# Critical current and switching current of the Cooper-pair transistor

The ground band of a Cooper-pair transistor fixes the largest supercurrent the device can carry at a fixed phase. A current-ramp experiment records something else, the bias at which the voltage jumps to the gap scale. The argument under the heading "A wrong attempt" treats the two as one quantity, and its answer is wrong. Its band calculation is sound, so that part comes first.

## Model, conventions and band results

A superconducting island of total capacitance $C_\Sigma$ is joined to two leads by equal junctions, each of Josephson energy $E_J$ and critical current $I_0=2eE_J/\hbar$. We use the single-electron charging energy $E_C=e^2/2C_\Sigma$ and count both the island charge $n$ and the gate charge $n_g=C_gV_g/2e$ in Cooper pairs. With junction phases $\varphi_{1,2}=\varphi/2\pm\chi$, where $\varphi$ is the total phase drop and $\chi$ is conjugate to $n$,

$$-E_J\cos\varphi_1-E_J\cos\varphi_2=-2E_J\cos\frac{\varphi}{2}\cos\chi .$$

The island is a Cooper-pair box with coupling $2E_J\cos(\varphi/2)$. Since $\cos\chi$ has matrix element $1/2$ between neighbouring charge states,

$$\frac{H}{4E_C}=\sum_n (n-n_g)^2|n\rangle\langle n|-x\sum_n\big(|n\rangle\langle n+1|+\text{h.c.}\big),\qquad x=\lambda\cos\frac{\varphi}{2},\quad \lambda=\frac{E_J}{4E_C}.$$

At fixed classical $\varphi$ the ground state carries the current $I_s=(2e/\hbar)\,\partial E_0/\partial\varphi$, and the critical current is $I_c(n_g)=\max_\varphi I_s$.

At $n_g=0$ the states $n=\pm1$ lie $4E_C$ above $n=0$. Perturbation theory gives $E_0/4E_C=-2x^2+\tfrac72x^4+\dots$, and the leading term is

$$E_0=-E^*(1+\cos\varphi),\qquad E^*=\frac{E_J^2}{4E_C},\qquad I_s=\lambda I_0\sin\varphi,\qquad I_c(0)=I_0\frac{E_J}{4E_C}.$$

At $n_g=1/2$ the states $n=0,1$ are degenerate and $E_0/4E_C=\tfrac14-|x|-\tfrac12x^2+\dots$, so that to leading order, for $|\varphi|<\pi$,

$$E_0=E_C-E_J\cos\frac{\varphi}{2},\qquad I_s=\frac{I_0}{2}\sin\frac{\varphi}{2},\qquad I_c(\tfrac12)=\frac{I_0}{2}.$$

The band has a cusp at $\varphi=\pi$, where the current reaches its largest value and then changes sign.

The device considered is an all-aluminium transistor with illustrative inputs $E_C=120\ \mu$eV and $E_J=24\ \mu$eV, that is $E_J/E_C=0.2$ and $\lambda=0.05$, with its circuit at $T=40$ mK. Then $E_C/k_B=1.39$ K, $C_\Sigma=0.668$ fF and $I_0=11.7$ nA. The inputs are ordinary for small Al junctions. A typical oxide capacitance of 50 fF/µm² gives square junctions of side 82 nm when $C_g$ is neglected. A typical thin-film gap $\Delta\approx200\ \mu$eV in the Ambegaokar–Baratoff relation $E_J=R_Q\Delta/2R_N$, with $R_Q=h/4e^2=6.45$ kΩ, gives $R_N\approx27$ kΩ per junction. Diagonalising $H$ gives $I_c(0)=0.0498\,I_0$ and $I_c(\tfrac12)=0.5006\,I_0$, so the leading-order critical currents are good to better than half a per cent.

## A wrong attempt

The aim is the current $I_{sw}$ at which the transistor, under a slowly rising bias $I$, jumps to a voltage of the order of the gap, at $n_g=0$ and at $n_g=1/2$. One line of the following argument is false, and so is its result.

1. Under a bias $I$ the phase moves in the potential $U(\varphi)=E_0(\varphi)-(\hbar I/2e)\,\varphi$.
2. $U$ has minima, $\partial U/\partial\varphi=0$, if and only if $|I|<I_c(n_g)$.
3. The phase stays in its minimum for as long as the minimum exists, so the transistor switches when the minimum disappears: $I_{sw}(n_g)=I_c(n_g)$.
4. Hence $I_{sw}(\tfrac12)=I_0/2=5.84$ nA and $I_{sw}(0)=\lambda I_0=0.584$ nA.
5. The contrast is $I_{sw}(0)/I_{sw}(\tfrac12)=E_J/2E_C=0.10$, and a recorded gate trace gives $E_J/E_C$ as twice its contrast.

The two currents, read as switching currents, and the rule in line 5 are wrong.

## The symptom

The answer contains neither the temperature nor any element of the circuit. That can hold only if the barriers of $U$ are far above $k_BT=3.45\ \mu$eV until $I$ is very close to $I_c$, and the band energies allow a test.

At $n_g=0$ the effective Josephson energy is $E^*=1.2\ \mu$eV, or 13.9 mK. The barrier at zero bias is $2E^*=0.70\,k_BT$. The well fails to hold the phase before any current is applied. In terms of currents, the thermal scale $I_T=2ek_BT/\hbar=1.68$ nA is larger than the 0.584 nA that the attempt wants to sustain.

At $n_g=1/2$ set $\theta=\varphi/2$ and $i=I/I_c$, so that $U=-E_J(\cos\theta+i\theta)$ up to a constant. The minimum lies at $\sin\theta=i$ and the ground band peaks at the cusp $\theta=\pi/2$, which gives

$$\Delta U=E_J\left[\sqrt{1-i^2}-i\arccos i\right].$$

At zero bias this is $6.96\,k_BT$, but at $i=0.9$ it has fallen to $0.72\ \mu$eV, or $0.21\,k_BT$. The attempt asks the phase to rest behind a barrier of a fifth of $k_BT$ while the bias climbs its last tenth.

## The faulty line

Lines 1 and 2 are right. Line 3 is the slip. The existence of a minimum is a static property of the band, and it defines $I_c$. Whether the phase stays there is a question of dynamics, settled by the noise and the damping that the circuit supplies. In a large junction with $E_J$ of thousands of $k_BT$ the barrier survives almost up to $I_c$ and the confusion costs little. In the transistor the gate lowers the energy scale along with the current, since a sinusoidal band has $E^*=\hbar I_c/2e$, so the slip is worst where $I_c$ is smallest. It distorts the shape of the gate trace as well as its height.

## The mended calculation

### Circuit and equation of motion

A switching current is defined only once the circuit is given. Take the transistor, shunted by a small capacitance $C_s$, in series with a resistor $R$, the pair shunted by a large capacitor $C_b$ that the current source feeds. The bias is symmetric about the island. The illustrative values are $R=20\ \Omega$ and $C_s=0.1$ pF. On the time scale of the phase, $C_b$ holds its voltage $u$ fixed. The parameter $(2e/\hbar)I_cR^2C_s$ is $7.1\times10^{-4}$ at the larger $I_c$, so inertia drops out and

$$\frac{\hbar}{2eR}\,\dot\varphi=\frac{u}{R}-I_s(\varphi)+I_n(t),\qquad \langle I_n(t)I_n(0)\rangle=\frac{2k_BT}{R}\,\delta(t).$$

The phase diffuses with $D=(2e/\hbar)^2Rk_BT=1.0\times10^{8}\ \text{s}^{-1}$. If $RC_b$ is much longer than $1/D=9.8$ ns, that is $C_b\gg0.49$ nF, the capacitor sees only the average supercurrent:

$$C_b\,\dot u=I-\langle I_s\rangle(u).$$

The function $\langle I_s\rangle(u)$ rises from zero, passes a maximum $I_{max}$ and falls. On the rising side a steady state is stable. For $I>I_{max}$ there is none at low voltage, and $u$ runs away until quasiparticle current sets in. For large $C_b$ the switching current is therefore $I_{max}$. With finite $C_b$, fluctuations of $u$ can carry the system past the unstable point on the falling side earlier, so under a slow ramp $I_{max}$ is an upper limit. An average of $I_s$ cannot exceed its maximum, so $I_{max}\le I_c$, with equality approached only as $T\to0$.

The branch below $I_{max}$ has a finite voltage, on the scale $RI_T=34$ nV. On a plot scaled to the gap it looks like a supercurrent, which is why line 3 is tempting.

### Average supercurrent

Let $\alpha$ be the angle in use, $\beta U(\alpha)=w(\alpha)-f\alpha$ with $w$ of period $L$, $\beta=1/k_BT$, and measure time in units of the inverse diffusion constant of $\alpha$. The stationary distribution carries a constant flux $j$, with $P'+\beta U'P=-j$. The periodic solution is

$$P(\alpha)=\frac{j}{1-e^{-fL}}\int_0^L dy\;e^{\beta U(\alpha+y)-\beta U(\alpha)} ,$$

as differentiation confirms. Normalising over one period gives the mean velocity $v=jL$, Stratonovich's result,

$$v=\frac{L\,(1-e^{-fL})}{\int_0^L d\alpha\int_0^L dy\;e^{\beta U(\alpha+y)-\beta U(\alpha)}},\qquad \langle w'\rangle=f-v .$$

The second relation is the average of the Langevin equation. For a sinusoid, $w=-z\cos\alpha$ and $L=2\pi$, the $\alpha$ integral is $2\pi\,\mathcal I_0\!\big(2z\sin\tfrac y2\big)$, with $\mathcal I_\nu$ the modified Bessel function, and

$$\langle\sin\alpha\rangle=\frac1z\left[f-\frac{1-e^{-2\pi f}}{\int_0^{2\pi}dy\,\mathcal I_0\!\big(2z\sin\frac y2\big)e^{-fy}}\right].$$

An equivalent form follows from $P=\sum_n c_ne^{in\alpha}$. For $n\neq0$ the flux equation gives $c_{n-1}=(2/z)(n+if)c_n+c_{n+1}$, so $r_n=c_n/c_{n-1}$ obeys

$$r_n=\frac{1}{(2/z)(n+if)+r_{n+1}},\qquad \langle\sin\alpha\rangle=-\operatorname{Im}r_1 .$$

This is the recurrence of $\mathcal I_{n+if}(z)$, so $r_1=\mathcal I_{1+if}(z)/\mathcal I_{if}(z)$, the result of Ivanchenko and Zil'berman. The resistance enters only through $f$. The height of the maximum depends on $z$ alone.

### Coulomb blockade point, $n_g=0$

Here $\alpha=\varphi$, $f=u/RI_T$ and $z=E^*/k_BT=0.348$. As $f\to0$ the integral form gives $v=f/\mathcal I_0(z)^2=0.94f$. The phase moves almost as freely as it would with no Josephson coupling. For small $z$ the first level of the continued fraction is enough:

$$\frac{\langle I_s\rangle}{I_c}\simeq\frac z2\,\frac{f}{1+f^2},\qquad I_{max}(0)\simeq I_c(0)\,\frac{E^*}{4k_BT}=I_0\,\frac{E_J^3}{64\,E_C^2\,k_BT}.$$

This gives $z/4=0.087$ and 51 pA. The full expression has its maximum at $f=1.0$, with $I_{max}=0.086\,I_c(0)=50$ pA. The switching current goes as $E_C^{-2}$ and as $1/T$, whereas the critical current goes as $E_C^{-1}$ and does not depend on the temperature of the circuit.

### Degeneracy point, $n_g=1/2$

With $\alpha=\theta=\varphi/2$ the equation of motion keeps its form with $2e\to e$, so $f=\hbar u/eRk_BT$, $z=E_J/k_BT=6.96$ and $\langle I_s\rangle/I_c=(f-v)/z$. The phase now has to pass $\varphi=\pi$, where the two lowest bands meet, and the critical current does not tell which band it follows afterwards.

For exactly equal junctions at exactly $n_g=1/2$, the reflection $n\to1-n$ commutes with $H$ at every $\varphi$. The even state has energy $E_C-E_J\cos\theta$ for all $\theta$. It is the ground state for $|\theta|<\pi/2$ and the first excited state beyond. If nothing breaks the symmetry the passage is diabatic, the potential is the full sinusoid in $\theta$, and the barrier is twice the $\Delta U$ found above, $0.42\,k_BT$ at $i=0.9$. The sinusoidal formula then has its maximum at $f=5.5$, with $I_{max}=0.65\,I_c=3.8$ nA.

Unequal junctions, $E_{J1,2}=E_J(1\pm d)$, add the term $2dE_J\sin\theta\sin\chi$, which is odd under the reflection. The two levels become $E_C\mp E_J\sqrt{\cos^2\theta+d^2\sin^2\theta}$, with a gap $2dE_J$ over a range of about $4d$ in $\varphi$, and $I_c$ becomes $(1-d)I_0/2$. The phase diffuses across that range in a time $(4d)^2/2D$. Setting this equal to $\hbar/2dE_J$ gives $d^3=\hbar D/16E_J$, or $d\approx0.06$, as the rough asymmetry above which the state follows the ground band. A gate offset or fast charge relaxation acts in the same direction. The adiabatic limit, idealised with the cusp kept sharp, has $w=-z|\cos\theta|$ and $L=\pi$. The double integral then has its maximum at $f=5.1$, with $I_{max}=0.45\,I_c=2.6$ nA.

An asymmetry of a few per cent changes $I_c$ by a few per cent and can move the switching current between two limits that differ by a factor 1.4. This is the largest uncertainty of the mended calculation, and both limits are kept below.

### Neglected terms

At $n_g=1/2$ the term $-x^2/2$ in the band multiplies $I_s$ by $1+\lambda\cos\theta$. It hardly affects $I_c$, which is reached near $\cos\theta=0$, but it changes the current at other phases by up to 5 per cent and deepens the well by $\lambda E_J/2=0.6\ \mu$eV. At $n_g=0$ the $x^4$ term reduces the first harmonic of the band by the fraction $7\lambda^2/4=0.0044$.

Quantum fluctuations of $\varphi$ multiply $E^*$ by $e^{-\langle\delta\varphi^2\rangle/2}$, where $\langle\delta\varphi^2\rangle$ is the excess over the classical noise. With $\operatorname{Re}Z=R/(1+\omega^2R^2C_s^2)$ and $\rho=R/R_Q=0.0031$,

$$\langle\delta\varphi^2\rangle=2\int_0^\infty\frac{d\omega}{\omega}\frac{\operatorname{Re}Z}{R_Q}\left[\coth\frac{\beta\hbar\omega}{2}-\frac{2}{\beta\hbar\omega}\right]=2\rho\,\big[\psi(1+y_c)+\gamma\big],\qquad y_c=\frac{\beta\hbar}{2\pi RC_s},$$

where $\psi$ is the digamma function and $\gamma$ is Euler's constant. The cutoff is $\hbar/RC_s=329\ \mu$eV, so $y_c=15.2$ and $E^*$ falls by the fraction 0.010. Because $I_{max}(0)\propto E^{*2}$, this and the band correction together lower the 50 pA by 3 per cent. The second figure of each switching current is thus uncertain by a unit or two.

Quasiparticles are a different matter. One unpaired electron on the island shifts $n_g$ by $1/2$. At $n_g=1/2$ and $\varphi=0$ this lowers the band energy by $E_C-E_J=96\ \mu$eV to leading order. That is less than $\Delta$, so the even state is still the ground state. A stray quasiparticle already present in a lead of equal gap, however, gains the whole amount by entering the island. The transistor then has the band of $n_g=0$, and a bias of some nanoamperes is far above the 50 pA it can hold. The values at $n_g=1/2$ assume that the island stays even during the ramp.

## Size of the error

| Gate point and passage | Wrong $I_{sw}=I_c$ | $I_{max}/I_c$ | Mended $I_{sw}$ | Wrong / mended |
|---|---|---|---|---|
| $n_g=0$ | 0.584 nA | 0.086 | 50 pA | 12 |
| $n_g=1/2$, adiabatic | 5.84 nA | 0.45 | 2.6 nA | 2.2 |
| $n_g=1/2$, diabatic | 5.84 nA | 0.65 | 3.8 nA | 1.5 |

The attempt overstates the switching current by a factor 12 at the blockade point and by 1.5 to 2.2 at degeneracy. The contrast of the gate trace is 0.019 in the adiabatic limit and 0.013 in the diabatic limit, against 0.10 in line 5. Applied to such a trace, the rule of line 5 returns $E_J/E_C=0.038$ or $0.026$ for a device that has 0.2, too small by more than a factor five. The inferred ratio would also drift with temperature, although $E_J$ and $E_C$ are constant this far below the gap, and that drift exposes the slip in recorded data.

These currents are the model's. The circuit values were chosen to realise strong damping with a cold resistor, the case in which switching comes closest to $I_c$. As typical knowledge, and not as a measurement, small Al transistors wired without such an on-chip shunt often switch at currents several times lower than this model gives, and many lose the peak at $n_g=1/2$ to quasiparticles, so for them the slip is larger than the table shows. The quantities $I_0/2$ and $I_0E_J/4E_C$ belong to the band $E_0(\varphi,n_g)$. A probe that holds the phase near a minimum, such as the inductance $(\hbar/2e)^2/\partial_\varphi^2E_0$ of the transistor closed by a small superconducting loop, tests that band directly. A switching trace tests it only after $T$, the circuit and the passage through $\varphi=\pi$ have been included.